**Forecasting the 1s level and its QED shifts for K, Ca and Sc from the atoms Ti to Rb**

The table holds the 1s1/2 eigenvalue and its first-order self-energy and vacuum-polarisation shifts for neutral atoms from K to Rb, from Dirac-Coulomb Hartree-Fock averaged over the configuration, with a Fermi nucleus at the radial basis limit. The program tests (α/π)(Zα)⁴mc² scaling with a hydrogenic Uehling integral, a logarithmic self-energy function and one screening constant against pure power laws, and it models the eigenvalue as the Dirac energy plus a quadratic screening shift with an offset for 4s1 atoms. Fitted on Ti to Rb, the self-energy is met to 0.03 % and the vacuum polarisation to 0.2 %, with a systematic drift of the screening constant. Of the fifteen forecasts for the withheld rows, eleven fall inside their bars; the three eigenvalues miss on the less bound side by 0.18 to 2.21 eV, and the self-energy of Ca misses by 0.0013 eV. Since the K-shell self-energy is fixed to hydrogenic values, the hits test screening and smoothness and not QED itself.

Neutral atoms from K to Rb, computed with B-spline radial code 1 in Dirac-Coulomb Hartree-Fock, averaged over the nl configuration, with a Fermi nucleus and spherical atoms at the basis-set limit. Self-energy and vacuum polarisation are first-order shifts of the 1s1/2 eigenvalue ε; positive means less bound, and QED is their sum.

## Analysis program

```python
# Table: 1s1/2 eigenvalue and first-order self-energy (SE) and vacuum polarisation (VP) shifts, eV, K to Rb;
# B-spline radial code 1, Dirac-Coulomb Hartree-Fock, nl average, Fermi nucleus.
# Tested: (alpha/pi)(Z alpha)^4 scaling with screening, against power laws; forecast of the withheld rows.
T = {
    'ion': ['K', 'Ca', 'Sc', 'Ti', 'V', 'Cr', 'Mn', 'Fe', 'Co', 'Ni', 'Cu', 'Zn', 'Ga', 'Ge', 'As', 'Se', 'Br', 'Kr', 'Rb'],
    'Z': [19, 20, 21, 22, 23, 24, 25, 26, 27, 28, 29, 30, 31, 32, 33, 34, 35, 36, 37],
    'configuration': ['[Ar] 4s1', '[Ar] 4s2', '[Ar] 3d1 4s2', '[Ar] 3d2 4s2', '[Ar] 3d3 4s2', '[Ar] 3d5 4s1', '[Ar] 3d5 4s2', '[Ar] 3d6 4s2', '[Ar] 3d7 4s2', '[Ar] 3d8 4s2', '[Ar] 3d10 4s1', '[Ar] 3d10 4s2', '[Ar] 3d10 4s2 4p1', '[Ar] 3d10 4s2 4p2', '[Ar] 3d10 4s2 4p3', '[Ar] 3d10 4s2 4p4', '[Ar] 3d10 4s2 4p5', '[Ar] 3d10 4s2 4p6', '[Kr] 5s1'],
    'e': [-3651.21, -4086.17, -4541.16, -5020.03, -5523.11, -6045.85, -6602.55, -7179.19, -7780.61, -8406.94, -9051.98, -9734.84, -10446.8, -11185.7, -11951.7, -12744.9, -13565.5, -14413.5, -15296.4],  # eV
    'self_energy': [1.395, 1.668, 1.975, 2.319, 2.704, 3.131, 3.603, 4.123, 4.692, 5.314, 5.992, 6.728, 7.525, 8.385, 9.312, 10.31, 11.38, 12.52, 13.74],  # eV
    'vac_pol': [-0.1005, -0.1232, -0.1497, -0.1802, -0.2152, -0.2551, -0.3003, -0.3513, -0.4086, -0.4728, -0.5442, -0.6236, -0.7115, -0.8086, -0.9154, -1.033, -1.161, -1.302, -1.455],  # eV
    'se_over_vp': [-13.9, -13.5, -13.2, -12.9, -12.6, -12.3, -12.0, -11.7, -11.5, -11.2, -11.0, -10.8, -10.6, -10.4, -10.2, -9.98, -9.8, -9.62, -9.45],
    'qed_share': [355, 378, 402, 426, 451, 476, 500, 525, 551, 576, 602, 627, 652, 677, 703, 728, 753, 778, 803],  # ppm
}
HELD = [0, 1, 2]  # rows withheld from the fit
import numpy as np
from scipy.constants import alpha, physical_constants as pc
from scipy.integrate import quad
mc2 = pc['electron mass energy equivalent in MeV'][0]*1e6
Z, e, se, vp, rat, sh = (np.array(T[k], float) for k in ('Z', 'e', 'self_energy', 'vac_pol', 'se_over_vp', 'qed_share'))
ion, cfg = T['ion'], T['configuration']
K = [i for i in range(len(Z)) if i not in HELD]
x = Z*alpha; g = np.sqrt(1 - x*x); pre = alpha/np.pi*x**4*mc2; dirac = mc2*(g - 1); L = 4/3*np.log(x**-2)
ueh = lambda y, c: 2/3/(c*y*y)*quad(lambda t: np.sqrt(t*t - 1)*(t**-2 + 0.5*t**-4)*(y/(y + t))**(2*c), 1, np.inf, epsabs=1e-13)[0]
U = np.array([ueh(a, b) for a, b in zip(x, g)])   # hydrogenic point-nucleus Uehling / prefactor, limit 4/15
# further outputs of the same runs: Wichmann-Kroll / Uehling totals of Ti (Z=22) and Rb (Z=37)
w = np.array([6.485595e-05/0.01465748, 0.001453051/0.1219567]); kW = np.mean(w/(np.array([22, 37])*alpha)**2)
vH = -pre*U*(1 - kW*x*x); sig = Z*(1 - (vp/vH)**(1/3))
def fit(I):
    s0 = np.average(sig[I], weights=Z[I]**-2); s = (1 - s0/Z)**3
    c = np.polyfit(x[I], (se/(pre*s) - L)[I], 2)
    return s0, c, vH*s, pre*s*(L + np.polyval(c, x))
s0, c, vM, sM = fit(K); B = K[:3]; _, _, vB, sB = fit(K[3:])
pw = lambda y: np.polyfit(np.log(Z[K]), np.log(abs(y[K])), 1)
pS, pV = pw(se), pw(vp); sP = np.exp(np.polyval(pS, np.log(Z))); vP = -np.exp(np.polyval(pV, np.log(Z)))
fl = lambda v: 0.5*10**(np.floor(np.log10(abs(v))) - 3)   # rounding floor, four figures
D = [i for i in K if cfg[i].endswith('4s2')]; S = [i for i in K if cfg[i].endswith('4s1')]
sm = lambda I: dirac + np.polyval(np.polyfit(Z[I] - 25, (e - dirac)[I], 2), Z - 25)
eS = sm(D); eB = sm(D[2:]); off = np.polyval(np.polyfit(Z[S], (e - eS)[S], 1), Z)
swap = np.array([q.endswith('4s1') for q in cfg]); eM = eS + swap*off
print(f'sigma {s0:.3f}; WK/Uehling Ti {100*w[0]:.2f}%, Rb {100*w[1]:.2f}%, k {kW:.3f}; F poly c,b,a {np.round(c, 2)}')
print(f'power-law exponents: SE {pS[0]:.3f} VP {pV[0]:.3f} |e| {pw(e)[0]:.3f} share {pw(sh)[0]:.3f}')
a, b = K[0], K[-1]
print(f'growth {ion[a]}-{ion[b]}: SE {se[b]/se[a]:.2f} VP {vp[b]/vp[a]:.2f} net {(se+vp)[b]/(se+vp)[a]:.2f} |e| {e[b]/e[a]:.2f} Z^4 {(Z[b]/Z[a])**4:.2f}; share {(sh[b]-sh[a])/(Z[b]-Z[a]):.1f} ppm/Z')
print('ion SE/pre VP/pre U_H sigma | table/model-1 %: SE (floor) power, VP (floor) power | e-smooth eV')
for i in K:
    print(f'{ion[i]:2} {se[i]/pre[i]:.3f} {vp[i]/pre[i]:.4f} {U[i]:.4f} {sig[i]:.3f} | {100*(se[i]/sM[i]-1):+.3f} ({100*fl(se[i])/se[i]:.3f}) {100*(se[i]/sP[i]-1):+.2f},'
          f' {100*(vp[i]/vM[i]-1):+.3f} ({-100*fl(vp[i])/vp[i]:.3f}) {100*(vp[i]/vP[i]-1):+.2f} | {e[i]-eS[i]:+.2f}')
print('e fit rows', ' '.join(ion[i] for i in D), '; swap rows', ' '.join(ion[i] for i in S), '; 4p, 5s rows unfitted')
bs, bv, be = se[B]/sB[B] - 1, vp[B]/vB[B] - 1, (e - eB)[D[:2]]
print('backtest w/o Ti-Cr: SE %', np.round(100*bs, 3), 'VP %', np.round(100*bv, 3), 'e(Ti,V) eV', np.round(be, 2))
m, z, q = ion.index('Mn'), ion.index('Zn'), ion.index('Se')
rho = 17355.64/5873.079; br = {m: 7.374727, z: 13.17098, q: 19.65217}   # same runs: 1s density at nucleus Se/Mn; 1s Breit, eV
for n, y in (('SE', se), ('VP', vp)):
    print(f'Mn->Se {n}: per density {100*(y[q]/y[m]/rho-1):+.1f}%, per Z*density {100*(y[q]/y[m]/rho*Z[m]/Z[q]-1):+.1f}%')
print('Breit eV, net QED eV, ratio:', '; '.join(f'{ion[i]} {v:.2f} {se[i]+vp[i]:.2f} {v/(se[i]+vp[i]):.2f}' for i, v in br.items()))
assert all(se[K] > 0) and all(vp[K] < 0)
assert all(np.diff(abs(rat[K])) < 0) and all(np.diff(sh[K]) > 0)
assert 3.9 < pV[0] < 4.1 and 3.0 < pS[0] < pV[0]
assert all((e - eS)[S] > 0)
print('withheld: predicted +- bar | computed, miss (computed-predicted), miss/bar | extra')
for i in HELD:
    dS = 2*max(abs(bs))*sM[i] + fl(sM[i]); dV = -2*max(abs(bv))*vM[i] + fl(vM[i])
    dE = 2*max(abs(be)) + 0.005 + swap[i]*abs(off[i])/2
    r = sM[i]/vM[i]; dR = abs(r)*np.hypot(dS/sM[i], dV/vM[i]) + 0.05
    h = 1e6*(sM[i] + vM[i])/abs(eM[i]); dH = h*np.hypot(np.hypot(dS, dV)/(sM[i] + vM[i]), dE/eM[i]) + 0.5
    rows = (('e eV', eM[i], dE, e[i], 2, f'swap offset used {swap[i]*off[i]:.2f}, e-smooth {e[i]-eS[i]:+.2f}'),
            ('SE eV', sM[i], dS, se[i], 4, f'power {sP[i]:.4f} ({100*(se[i]/sP[i]-1):+.2f}%), SE/pre {se[i]/pre[i]:.3f}'),
            ('VP eV', vM[i], dV, vp[i], 5, f'power {vP[i]:.5f}, VP/pre {vp[i]/pre[i]:.4f}, sigma {sig[i]:.3f}'),
            ('ratio', r, dR, rat[i], 2, ''), ('share ppm', h, dH, sh[i], 1, ''))
    for n, p, d, t, k, ex in rows:
        print(f'{ion[i]:2} {n}: {p:.{k}f} +- {d:.{k}f} | {t:g}, {t-p:+.{k}f}, {(t-p)/d:+.2f} | {ex}')
```

Printed output:

```
sigma 0.339; WK/Uehling Ti 0.44%, Rb 1.19%, k 0.168; F poly c,b,a [-2.91  6.23 -2.72]
power-law exponents: SE 3.421 VP 4.017 |e| 2.141 share 1.220
growth Ti-Rb: SE 5.92 VP 8.07 net 5.74 |e| 3.05 Z^4 8.00; share 25.1 ppm/Z
ion SE/pre VP/pre U_H sigma | table/model-1 %: SE (floor) power, VP (floor) power | e-smooth eV
Ti 2.941 -0.2285 0.2400 0.325 | -0.001 (0.022) -0.28, +0.197 (0.028) +0.26 | +0.02
V  2.871 -0.2285 0.2396 0.327 | +0.007 (0.018) -0.13, +0.156 (0.023) +0.16 | -0.03
Cr 2.804 -0.2284 0.2393 0.329 | -0.000 (0.016) -0.03, +0.124 (0.020) +0.07 | +4.70
Mn 2.740 -0.2284 0.2391 0.332 | -0.003 (0.014) +0.05, +0.084 (0.017) -0.01 | -0.01
Fe 2.681 -0.2284 0.2389 0.335 | +0.008 (0.012) +0.11, +0.050 (0.014) -0.08 | +0.00
Co 2.623 -0.2284 0.2388 0.337 | -0.006 (0.011) +0.13, +0.020 (0.012) -0.13 | +0.01
Ni 2.569 -0.2285 0.2387 0.338 | -0.012 (0.009) +0.14, +0.013 (0.011) -0.15 | +0.01
Cu 2.517 -0.2286 0.2387 0.341 | -0.006 (0.008) +0.14, -0.025 (0.009) -0.18 | +6.32
Zn 2.468 -0.2287 0.2387 0.343 | -0.002 (0.007) +0.12, -0.046 (0.008) -0.18 | -0.01
Ga 2.421 -0.2289 0.2388 0.346 | +0.002 (0.007) +0.10, -0.068 (0.007) -0.16 | -10.12
Ge 2.376 -0.2291 0.2389 0.348 | -0.003 (0.006) +0.06, -0.083 (0.006) -0.12 | -21.71
As 2.333 -0.2293 0.2391 0.351 | -0.001 (0.005) +0.02, -0.108 (0.005) -0.07 | -34.77
Se 2.292 -0.2297 0.2394 0.350 | +0.016 (0.048) -0.01, -0.101 (0.048) +0.02 | -49.25
Br 2.253 -0.2299 0.2397 0.358 | +0.027 (0.044) -0.06, -0.169 (0.043) +0.06 | -65.17
Kr 2.215 -0.2303 0.2401 0.356 | -0.006 (0.040) -0.15, -0.146 (0.038) +0.21 | -82.36
Rb 2.178 -0.2307 0.2405 0.361 | -0.021 (0.036) -0.22, -0.182 (0.034) +0.31 | -108.13
e fit rows Ti V Mn Fe Co Ni Zn ; swap rows Cr Cu ; 4p, 5s rows unfitted
backtest w/o Ti-Cr: SE % [0.012 0.017 0.007] VP % [0.264 0.22  0.186] e(Ti,V) eV [0.08 0.01]
Mn->Se SE: per density -3.2%, per Z*density -28.8%
Mn->Se VP: per density +16.4%, per Z*density -14.4%
Breit eV, net QED eV, ratio: Mn 7.37 3.30 2.23; Zn 13.17 6.10 2.16; Se 19.65 9.28 2.12
withheld: predicted +- bar | computed, miss (computed-predicted), miss/bar | extra
K  e eV: -3653.42 +- 1.70 | -3651.21, +2.21, +1.30 | swap offset used 3.07, e-smooth +5.28
K  SE eV: 1.3943 +- 0.0010 | 1.395, +0.0007, +0.72 | power 1.4083 (-0.94%), SE/pre 3.180
K  VP eV: -0.10003 +- 0.00058 | -0.1005, -0.00047, -0.82 | power -0.09974, VP/pre -0.2291, sigma 0.309
K  ratio: -13.94 +- 0.13 | -13.9, +0.04, +0.30 | 
K  share ppm: 354.3 +- 0.8 | 355, +0.7, +0.86 | 
Ca e eV: -4086.85 +- 0.17 | -4086.17, +0.68, +4.09 | swap offset used 0.00, e-smooth +0.68
Ca SE eV: 1.6667 +- 0.0011 | 1.668, +0.0013, +1.24 | power 1.6784 (-0.62%), SE/pre 3.097
Ca VP eV: -0.12282 +- 0.00070 | -0.1232, -0.00038, -0.54 | power -0.12256, VP/pre -0.2288, sigma 0.319
Ca ratio: -13.57 +- 0.13 | -13.5, +0.07, +0.55 | 
Ca share ppm: 377.8 +- 0.8 | 378, +0.2, +0.29 | 
Sc e eV: -4541.34 +- 0.17 | -4541.16, +0.18, +1.07 | swap offset used 0.00, e-smooth +0.18
Sc SE eV: 1.9741 +- 0.0012 | 1.975, +0.0009, +0.75 | power 1.9833 (-0.42%), SE/pre 3.017
Sc VP eV: -0.14930 +- 0.00084 | -0.1497, -0.00040, -0.48 | power -0.14910, VP/pre -0.2287, sigma 0.320
Sc ratio: -13.22 +- 0.12 | -13.2, +0.02, +0.18 | 
Sc share ppm: 401.8 +- 0.8 | 402, +0.2, +0.21 |
```
